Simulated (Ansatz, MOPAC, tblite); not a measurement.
How methods differ on AsBr3 (SMILES Br[As](Br)Br)

AsBr3, singlet, SMILES `Br[As](Br)Br`. Each level relaxes the structure for itself.

Quantity: the highest harmonic wavenumber at each level's own minimum, in cm⁻¹. The values are calculated.

| level | kind | program | value (cm⁻¹) |
| --- | --- | --- | --- |
| AM1 | semi-empirical | MOPAC | 290 |
| MNDO | semi-empirical | MOPAC | 282 |
| GFN1-xTB | semi-empirical | tblite | 314 |
| PM6-D3 | semi-empirical | MOPAC | 266 |
| HF/STO-3G | Hartree–Fock | Ansatz | 382 |
| HF/3-21G | Hartree–Fock | Ansatz | 282 |
| HF/6-31G* (Cartesian functions) | Hartree–Fock | Ansatz | 312 |
| PBE/def2-SVP | GGA | Ansatz | 278 |
| B3LYP/6-31G* (Cartesian functions) | global hybrid | Ansatz | 281 |
| PBE0-D4/def2-TZVP | global hybrid | Ansatz | 297 |

All-electron rows without a relativistic Hamiltonian named are non-relativistic. Harmonic and unscaled. The values span 266 to 382 cm⁻¹. Without the sets that lack polarisation functions the rows with a basis span only 278 to 312 cm⁻¹.

The highest mode of pyramidal AsBr3 is an As–Br stretch. It lies low because both atoms are heavy and are joined by polar single bonds of modest stiffness. The cleanest comparison is at 6-31G*, where going from Hartree–Fock to B3LYP lowers the value from 312 to 281 cm⁻¹, probably because correlation admits some As–Br antibonding character that Hartree–Fock leaves out.

Within Hartree–Fock the basis matters even more, and not monotonically: 382 cm⁻¹ with STO-3G, 282 with 3-21G and 312 with 6-31G*. The closeness of the 3-21G result to B3LYP therefore looks like compensation of errors rather than a better description of the bond. The gap between PBE and PBE0-D4 can't be assigned to exact exchange, since basis and dispersion change as well. The semi-empirical values fall on both sides of the density-functional ones and show no common bias. Because the symmetric and degenerate stretches of such a molecule lie close together, the highest mode need not have the same symmetry at every level.
